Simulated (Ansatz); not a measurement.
# A series in volume per atom on MgS

Results calculated with Ansatz 0.2.0, not measured. Plane-wave density functional theory, PAW datasets, Gaussian smearing 0.05 eV: Kohn-Sham gaps of one periodic cell over its k-point mesh and, where one was run, its band path; band edges are those on the mesh.

Cell of the first row (space group Fm-3m, No. 225):
```
MgS
1.0
      0.0000     2.5560     2.5560
      2.5560     0.0000     2.5560
      2.5560     2.5560     0.0000
Mg S
1 1
Direct
  0.00000 0.00000 0.00000
  0.50000 0.50000 0.50000
```

Settings of every row: paw set soft_2; functional PBEsol; spin treatment none; moment partition spheres; spin axis none; wave cutoff 420 eV; k mesh 10x10x10; SCF start atoms; lower state search light; symmetry use detected.

Atom first moment, atom hubbard u: 0 on all atoms.

Limits: semilocal functionals tend to give too small a gap.

| row | volume per atom (Å³) | direct gap (eV) | band gap (eV) |
| --- | --- | --- | --- |
| 1 | 16.699 | 4.02 | 2.806 |
| 2 | 17.047 | 3.851 | 2.766 |
| 3 | 17.395 | 3.69 | 2.727 |
| 4 | 17.589 | ? | ? |
| 5 | 17.743 | 3.536 | 2.687 |
| 6 | 17.786 | 3.517 | 2.682 |
| 7 | 18.091 | 3.389 | 2.648 |

Question: what direct gap and band gap should row 4 give?

Worked fit of direct gap. Take t = volume per atom − 17, in Å³. The shown rows have t = -0.301, 0.047, 0.395, 0.743, 0.786, 1.091. Least squares give direct gap = 3.8736 − 0.47708 × t + 0.03018 × t² eV; a straight line predicts inner rows, each left out in turn, worse (root mean square 0.0054 against 0.00032 eV). All shown rows lie on it to the printed digit. The withheld row has t = 0.589, so the fit gives 3.8736 − 0.47708 × (0.589) + 0.03018 × (0.589)² = 3.603 eV.

The calculation gave 3.603 eV. The fit meets it to the printed digit.

Worked fit of band gap. Take t = volume per atom − 17, in Å³. The shown rows have t = -0.301, 0.047, 0.395, 0.743, 0.786, 1.091. Their means are 0.46017 and 2.7193 eV; the sums about the means are S_tt = 1.338 and S_ty = -0.1521, whose ratio is the slope. Least squares give band gap = 2.7716 − 0.11361 × t eV. All shown rows lie on it to the printed digit. The withheld row has t = 0.589, so the fit gives 2.7716 − 0.11361 × (0.589) = 2.705 eV.

The calculation gave 2.705 eV. The fit meets it to the printed digit.
